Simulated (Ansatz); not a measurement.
# Abstraction of H: C2H4O2 + C2H6InO → C2H3O2 + C2H7InO

Species: C2H4O2 (methyl formate) `COC=O`, singlet; C2H6InO `C[O][In][CH3]`, doublet; C2H3O2 `CO[C]=O`, doublet; C2H7InO `C[O][InH][CH3]`, singlet. A radical takes H: the energy is the difference in strength between the C–H bond broken and the In–H bond made.

Shapes, held fixed at every level: PBE0-D4/def2-TZVP. Flexible molecules stand in one conformer, not always the lowest. Programs: Ansatz 0.2.0. Electronic energies: no zero-point or thermal term.

| level | kind | ΔE (kJ/mol) |
| --- | --- | --- |
| HF/def2-SVP | Hartree–Fock | +138.0 |
| SPW92/def2-TZVPP | LDA | +149.4 |
| B3LYP-D4/def2-TZVPP | global hybrid | +147.9 |
| wB97M-V/def2-TZVPP | range-separated hybrid | +137.9 |
| wB97X-V/def2-TZVPP | range-separated hybrid | +129.6 |
| MP2/def2-SVP | perturbation theory | +142.3 |
| MP2/def2-TZVPP | perturbation theory | +142.0 |

MP2/def2-TZVPP gives ΔE = +142.0 kJ/mol; the levels span +129.6 to +149.4. The median of the levels is +142.0. No measured value is set beside it here. Open shells run unrestricted unless RO is named. For atoms past krypton def2 sets carry core potentials with scalar relativity. Correlated rows may include outer-core shells of In, which these sets cover unevenly.

Hydrogen transfer from methyl formate to the indium-centred radical is strongly uphill at every level, so the formyl C–H bond is clearly stronger than the In–H bond that replaces it. The main reason is the poor overlap of indium's diffuse valence orbitals with the compact hydrogen orbital, whereas carbon forms a short, strong bond through an s-rich hybrid. The radical left on indium probably also keeps considerable s character, which lessens the gain from completing the trivalent hydride.

One electron-pair bond is broken and another made, so much of the correlation energy should cancel. This would explain why Hartree–Fock, at +138.0 kJ/mol, lies close to MP2. The disagreement between levels affects the size of the bond-strength difference but not its sign.

Read in reverse, the result fits the known role of indium hydrides as hydrogen donors to carbon radicals: donation to the methoxycarbonyl radical is electronically downhill. How fast that step would be depends on a barrier that these reaction energies don't give.
